Eighteen ions from Mo4+ to Os38+ share 38 electrons and one configuration, so along the series only the nucleus changes, and the ionic charge with it. In these Dirac LDA atoms the filled 3d shell has two levels, 3d3/2 and 3d5/2, labelled by the total angular momentum j. Z is the nuclear charge, ε an eigenvalue and r a mean radius. The last column, called the gap below, is the spin-orbit splitting of a core shell and not an excitation energy.

All-electron Dirac Kohn-Sham calculations with Quantum ESPRESSO 7.5 (ld1.x) for spherical ions with the configuration [Kr] (4d3/2)2. They use the LDA (Slater exchange, Perdew-Zunger correlation) without spin polarisation, and a point nucleus. Eigenvalues are negative for bound levels.

| species | Z | charge (e) | eigenvalue (3d3/2) (eV) | eigenvalue (3d5/2) (eV) | mean radius (3d3/2) (bohr) | mean radius (3d5/2) (bohr) | ε(3d5/2) − ε(3d3/2) (eV) |
| --- | --- | --- | --- | --- | --- | --- | --- |
| Mo4+ | 42 | 4 | -271.94 | -268.61 | 0.41310 | 0.41659 | 3.329 |
| Ru6+ | 44 | 6 | -367.20 | -362.85 | 0.38142 | 0.38488 | 4.349 |
| Pd8+ | 46 | 8 | -475.85 | -470.26 | 0.35433 | 0.35779 | 5.587 |
| Cd10+ | 48 | 10 | -597.53 | -590.46 | 0.33087 | 0.33434 | 7.070 |
| Sn12+ | 50 | 12 | -732.05 | -723.22 | 0.31033 | 0.31383 | 8.831 |
| Te14+ | 52 | 14 | -879.31 | -868.41 | 0.29219 | 0.29574 | 10.901 |
| Xe16+ | 54 | 16 | -1039.2 | -1025.9 | 0.27605 | 0.27964 | 13.316 |
| Ba18+ | 56 | 18 | -1211.8 | -1195.7 | 0.26158 | 0.26523 | 16.112 |
| Ce20+ | 58 | 20 | -1396.9 | -1377.6 | 0.24853 | 0.25224 | 19.329 |
| Nd22+ | 60 | 22 | -1594.7 | -1571.7 | 0.23670 | 0.24047 | 23.006 |
| Sm24+ | 62 | 24 | -1805.1 | -1777.9 | 0.22592 | 0.22976 | 27.188 |
| Gd26+ | 64 | 26 | -2028.2 | -1996.2 | 0.21605 | 0.21997 | 31.918 |
| Dy28+ | 66 | 28 | -2263.9 | -2226.7 | 0.20698 | 0.21097 | 37.245 |
| Er30+ | 68 | 30 | -2512.3 | -2469.1 | 0.19861 | 0.20269 | 43.218 |
| Yb32+ | 70 | 32 | -2773.5 | -2723.7 | 0.19087 | 0.19502 | 49.888 |
| Hf34+ | 72 | 34 | -3047.5 | -2990.2 | 0.18368 | 0.18792 | 57.310 |
| W36+ | 74 | 36 | -3334.4 | -3268.8 | 0.17699 | 0.18131 | 65.540 |
| Os38+ | 76 | 38 | -3634.1 | -3559.5 | 0.17074 | 0.17514 | 74.636 |

Which level lies deeper, and which is smaller? In every row it is 3d3/2 on both counts. The spin-orbit term, in atomic units with α the fine-structure constant and V the potential, is (α²/2)(1/r)(dV/dr) l·s. For an attractive centre dV/dr is positive, and for l = 2 the product l·s equals −3/2 for j = 3/2 and +1 for j = 5/2. The first level thus feels an added attraction, strongest near the nucleus, which lowers it and pulls it inward; the second is pushed up and out.

How fast does the gap grow, and why? It rises 22.4-fold, where Z⁴ rises only 10.7-fold. In a Coulomb field (1/r)(dV/dr) = Z/r³, and a hydrogenic orbital has ⟨r⁻³⟩ = Z³/[n³l(l+½)(l+1)], which is Z³/405 for 3d. The two values of l·s differ by 5/2, so the gap is α²Ry·Z⁴·(5/2)/405 = KZ⁴, with Ry the Rydberg energy and K = α²Ry/162 = 4.472×10⁻⁶ eV. With the bare Z this overshoots the table by 318 % in Mo4+ and 100 % in Os38+. The other electrons screen the nucleus, and since their number is fixed, Z can be replaced by Z − σ with one constant σ. A fit to all eighteen gaps gives σ = 12.45. For Nd22+, which was part of the fit, Z − σ = 47.55, its fourth power is 5.112×10⁶, and K times this is 22.86 eV, 0.6 % below the table's 23.006 eV. A fixed σ makes the screened charge grow faster in proportion than Z: one more proton adds about 4/(Z − σ) to the gap, and the table shows 14.3 % per proton at the start and 6.7 % at the end.

Is the misfit of this formula noise? It is not: the error relative to the table runs steadily from +2.4 % to −2.3 %, while rounding of the gap is worth 0.015 % at most. The Z⁴ law is only the leading term in (Zα)². At the same screened charge the exact Dirac-Coulomb splitting is larger by 0.8 % for Mo4+ and 3.9 % for Os38+, and a quarter of the latter, about 1 % of a charge near 63, is the 0.6 by which σ has to change there. Refitted to all rows with the exact formula, σ is 12.65, the rms error falls from 1.39 % to 0.20 %, and the worst row is Mo4+ at +0.52 %. What remains is a shallow U, still well above rounding. Spin-orbit coupling is built into the Dirac equation that produced the table, so the agreement tests only the one-constant description of screening. Part of the constancy may be cancellation, for the higher-order terms probe a less screened field than the leading one; that is a guess. The residuals are listed row by row in the output printed after this text.

Does σ near 12.6 then describe the whole orbital? It does not. Hydrogenic Dirac formulas inverted for the mean radius and the eigenvalue, both averaged over j with weights 4 and 6, give σ from 16.78 to 16.38 and from 28.64 to 27.43. The order follows from what each quantity samples. The gap weights r⁻³, the inner flank of the orbital, where screening is weakest. Its σ is not a count of enclosed electrons: the gap is one power of the charge behind the field times three powers of the charge implied by ⟨r⁻³⟩, so σ blends the screening of the field with the compactness of the orbital, and the latter weighs three times as much. The radius responds to the field across the whole orbital. The eigenvalue also feels charge outside the orbital, because a spherical outer shell exerts no field inside but raises the potential by a constant. In Cd10+ the eigenvalue lies 901 eV above the hydrogenic energy of an orbital of that radius. The ten n = 4 electrons can supply at most the sum of their ⟨1/r⟩, which the same calculation puts at 421 eV, and in Nd22+ and Yb32+ the bound is also about half. The other n = 3 electrons, which overlap the 3d orbital, are the natural source of most of the rest, though no number here isolates their share. The different σ also explain why the gap as a fraction of the 3d3/2 binding first falls, from 1.22 % to 1.17 % at Pd8+, before climbing to 2.05 %. Binding grows by 2/(Z − 28) per proton and the gap by 4/(Z − 13), and these cross near Z = 43, a little higher once the drift of σ is allowed for. A parameter-free form, K·Z times the cube of the charge from the radius, is low in all rows by 3.2 to 9.5 %; it overstates the field and understates ⟨r⁻³⟩, so its fair showing owes something to cancellation.

Why does the difference of the two radii hardly move while the gap multiplies? It stays near 0.0035 bohr from Mo4+ to Sn12+ and reaches only 0.0044 bohr in Os38+. As a fraction of the 3d3/2 radius it rises in every step, from 0.84 % to 2.58 %, but the radius itself shrinks to 0.413 of its first value, and over the first five rows the two factors cancel. Here the screened hydrogenic ion fails: the table's difference is 2.51 times its value in Mo4+ and 1.45 times in Os38+. Perturbation theory suggests why. The radius changes mainly because the spin-orbit term mixes higher d states, bound and continuum, into 3d; the Dirac radius also holds a smaller direct j-dependent term. With the 3d–4d spacing as a yardstick for all these excitations, Δr/r should scale roughly as c × gap/(ε4d − ε3d), and the hydrogenic Dirac formulas, both parts included, give c = 2/3. Screening brings 4d much closer to 3d, to 413 eV in Cd10+ against a hydrogenic 832 eV, a sign that the d spectrum is compressed and the orbital easier to deform, though 4d is only one of the states mixed in. With the computed spacings c is 0.609, 0.642 and 0.655 in Cd10+, Nd22+ and Yb32+; it is lower still in Mo4+ and nearest 2/3 in Os38+, so the yardstick serves least well in the lightest ion.

Would another shell obey the same σ? To leading order the hydrogenic splitting goes as 1/[n³l(l+1)], so 3p should split 3 times as much as 3d, and 4d 27/64 = 0.422 times. In the same three ions the 3p ratio is 4.89, 4.58 and 4.55, as fits an orbital that penetrates deeper and sees more of the nucleus; the higher-order relativistic terms, larger for p than for d, add a smaller part that grows with Z. The 4d ratio, taken between the half-filled, spherically averaged 4d3/2 and the empty 4d5/2, is 0.173, 0.252 and 0.288. The 4d ratio moves toward its hydrogenic value as Z grows. The 3p ratio falls only as far as 4.54 in Er30+ and is back at 4.58 in Os38+, as the growth of the relativistic part overtakes the fading of penetration. Neither is close.

Which digits can be trusted? The gap comes from unrounded eigenvalues, whereas from Xe16+ on the eigenvalues are printed to 0.1 eV: subtracting them gives 49.8 eV for Yb32+ against 49.888 eV. A difference of printed radii is uncertain by 0.00001 bohr, so the dip of 0.00003 bohr after Mo4+ is barely resolved in the table; the unrounded radii confirm it, 0.003495 bohr in Mo4+ against 0.003459 in Pd8+, where the shrinking radius briefly outruns the rising fraction. All this concerns the calculation; LDA eigenvalues are not ionisation energies.

What would other settings change? Theory alone answers. Without spin-orbit coupling the pair would merge near its weighted mean, 3/5 of the gap above 3d3/2. A doubled speed of light would cut the gap to about a quarter. The omitted Breit interaction generally reduces inner-shell splittings, by more eV at high Z, which is a reason not to blame the functional first for any disagreement with spectra. A finite nucleus should matter little, since d orbitals vanish at the origin. Removing outer electrons at fixed Z should deepen both levels by much more than it alters their gap. Because Z and charge rise together in these rows, that last point stays open: how much of σ = 12.65 belongs to the ten n = 4 electrons, and would it survive their removal?

The analysis program printed:

```
K = a^2 Ry/162 = 4.4724e-06 eV, K^1/4 = 0.04599; fitted sigma Pauli 12.450, Dirac 12.648
ion | sigma: Pauli Dirac radius energy | gap err %: Pauli Dirac Z*Zr^3 | dr, dr_hyd(Zso) 1e-5 bohr | dr/r3 % | gap/|e3| %
Mo4+   12.63 12.69 16.78 28.64 | +2.44 +0.52 -9.5 | 349 139 | 0.84 | 1.22
Ru6+   12.60 12.67 16.71 28.48 | +1.90 +0.27 -8.0 | 346 149 | 0.91 | 1.18
Pd8+   12.57 12.65 16.65 28.33 | +1.43 +0.07 -6.9 | 346 158 | 0.98 | 1.17
Cd10+  12.54 12.64 16.60 28.20 | +1.04 -0.04 -6.0 | 347 168 | 1.05 | 1.18
Sn12+  12.51 12.64 16.56 28.09 | +0.69 -0.14 -5.3 | 350 178 | 1.13 | 1.21
Te14+  12.49 12.63 16.52 27.99 | +0.39 -0.19 -4.7 | 355 187 | 1.21 | 1.24
Xe16+  12.46 12.63 16.49 27.91 | +0.11 -0.22 -4.3 | 359 197 | 1.30 | 1.28
Ba18+  12.43 12.62 16.46 27.83 | -0.15 -0.22 -3.9 | 365 206 | 1.40 | 1.33
Ce20+  12.40 12.62 16.44 27.77 | -0.39 -0.22 -3.7 | 371 216 | 1.49 | 1.38
Nd22+  12.38 12.63 16.42 27.71 | -0.62 -0.20 -3.5 | 377 226 | 1.59 | 1.44
Sm24+  12.35 12.63 16.41 27.66 | -0.84 -0.17 -3.4 | 384 235 | 1.70 | 1.51
Gd26+  12.31 12.63 16.40 27.61 | -1.05 -0.13 -3.3 | 392 245 | 1.81 | 1.57
Dy28+  12.28 12.64 16.39 27.57 | -1.25 -0.08 -3.2 | 399 255 | 1.93 | 1.65
Er30+  12.25 12.64 16.38 27.53 | -1.46 -0.03 -3.2 | 408 264 | 2.05 | 1.72
Yb32+  12.21 12.65 16.38 27.50 | -1.66 +0.03 -3.2 | 415 274 | 2.17 | 1.80
Hf34+  12.17 12.66 16.38 27.47 | -1.86 +0.10 -3.3 | 424 284 | 2.31 | 1.88
W36+   12.13 12.67 16.38 27.45 | -2.06 +0.17 -3.4 | 432 293 | 2.44 | 1.97
Os38+  12.08 12.69 16.38 27.43 | -2.26 +0.24 -3.5 | 440 303 | 2.58 | 2.05
Pauli (Z-s)^4: rms 1.39 %, worst Mo4+ +2.44 %, first +2.4 %, last -2.3 %
Dirac (Z-s): rms 0.20 %, worst Mo4+ +0.52 %, first +0.5 %, last +0.2 %
bare Z^4: rms 185.82 %, worst Mo4+ +318.04 %, first +318.0 %, last +99.9 %
Z*Zr^3: rms 4.92 %, worst Mo4+ -9.49 %, first -9.5 %, last -3.5 %
rounding floor: gap 0.015 % (first), 0.0007 % (last); dr +-1e-5 bohr = 0.29 %
|difference of printed eigenvalues - gap|: max 0.003 eV up to Te, 0.088 eV at Yb32+
last/first: gap 22.42, Z^4 10.72, (Z-sP)^4 21.39, Dirac 22.36, e3 13.36, r3 0.413, dr 1.26
local exponent dln(gap)/dlnZ: first 5.75, last 4.87; 4Z/(Z-sP): 5.63, 4.80
gap growth per unit Z: first 14.3 %, last 6.7 %
two-parameter line gap^1/4: slope 0.0467 eV^1/4 (+1.5 % vs hydrogenic), offset 13.09
Dirac/Pauli gap at Zso: first +0.8 %, last +3.9 %
sigma spread: Pauli 0.54, Dirac 0.06, radius 0.40, energy 1.21
|e|<r>^2 (centroid, eV bohr^2): first 46.5, last 107.9, hydrogenic 166.7
dr table/hydrogenic: first 2.51, last 1.45; dip first - min = 3e-5 bohr
hydrogenic: c = 0.667, 3p/3d splitting = 3, 4d/3d splitting = 0.422
Cd10+: e4d-e3d 413 eV (hyd at Zso 832), gap/dE 1.71 %, dr/rc 1.04 %, c 0.609
   3p split 34.6 eV (4.89 x 3d), 4d split 1.22 eV (0.173 x 3d); e - Ehyd(Zr) 901 eV, n=4 bound 421 eV
Nd22+: e4d-e3d 936 eV (hyd at Zso 1501), gap/dE 2.46 %, dr/rc 1.58 %, c 0.642
   3p split 105.5 eV (4.58 x 3d), 4d split 5.80 eV (0.252 x 3d); e - Ehyd(Zr) 1304 eV, n=4 bound 654 eV
Yb32+: e4d-e3d 1522 eV (hyd at Zso 2210), gap/dE 3.28 %, dr/rc 2.15 %, c 0.655
   3p split 226.8 eV (4.55 x 3d), 4d split 14.39 eV (0.288 x 3d); e - Ehyd(Zr) 1637 eV, n=4 bound 852 eV
```
